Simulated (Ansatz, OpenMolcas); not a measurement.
## [AlH3]− (SMILES [AlH3-]): the vertical detachment energy, rung by rung

[AlH3]−: 4 atoms, total charge -1, spin state doublet. SMILES: `[AlH3-]`. The shape comes from GFN2-xTB, which is rough for such elements, and wasn't checked as a minimum.

```
atom    x (Å)    y (Å)    z (Å)
  Al  -0.1611   0.4553  -0.3073
   H   0.4719   0.7541   1.2244
   H  -1.3501  -0.6839   0.0505
   H   1.0393  -0.5256  -0.9677
```

Each level gives the vertical detachment energy (to the singlet neutral) (eV). The values are calculated.

```
                                level                    kind     program  value (eV)  less CCSDT/6-31G*  CPU time (all runs)
     UHF/6-31G* (spherical functions)            Hartree–Fock      Ansatz        1.25              +0.09                0.3 s
  USVWN5/6-31G* (spherical functions)                     LDA      Ansatz        1.52              +0.36                1.3 s
U-revPBE/6-31G* (spherical functions)                     GGA      Ansatz        1.51              +0.35                2.2 s
U-r2SCAN/6-31G* (spherical functions)                meta-GGA      Ansatz        1.67              +0.51                5.1 s
   UPBE0/6-31G* (spherical functions)           global hybrid      Ansatz        1.60              +0.44                2.5 s
 U-wB97X/6-31G* (spherical functions)  range-separated hybrid      Ansatz        1.45              +0.29                 12 s
 RPA@PBE/6-31G* (spherical functions)                     RPA      Ansatz        1.17              +0.01                2.5 s
  UCCSDT/6-31G* (spherical functions)   coupled cluster or CI      Ansatz        1.16               0.00                1.2 s
                            FCI/3-21G      exact in the basis  OpenMolcas        1.02              -0.14                 24 s
```

Differences are taken from UCCSDT/6-31G* (spherical functions) for orientation; it has basis-set and higher-order errors of its own. Sets without diffuse functions describe the anion poorly. The values span 1.02 to 1.67 eV. High-level rows in very small sets aren't better than simpler rows in larger ones. Times are those of the runs behind each value, whatever else they computed, on shared processors of several kinds: orders of magnitude only.

Every level binds the extra electron at this geometry. It occupies the orbital that is the empty aluminium 3p acceptor in planar AlH3. Pyramidalisation mixes in 3s character and stabilises it, as in the isoelectronic silyl radical. Vertical detachment therefore leaves the neutral in a pyramidal shape it doesn't favour, which raises the detachment energy above the adiabatic electron affinity.

Within the common basis, Hartree–Fock lies slightly above coupled cluster, so correlation lowers the detachment energy here, although the anion has one more electron to correlate. This suggests that the singly occupied orbital blocks excitations from the Al–H bond pairs that remain open in the neutral. All the density functionals bind the electron more strongly than coupled cluster, by +0.29 to +0.51 eV, but exact exchange gives no uniform trend: PBE0 lies above revPBE, and wB97X below it. RPA's near-coincidence with coupled cluster may owe something to error cancellation. The lower FCI value can't be assigned to higher excitations, because the basis changes too.
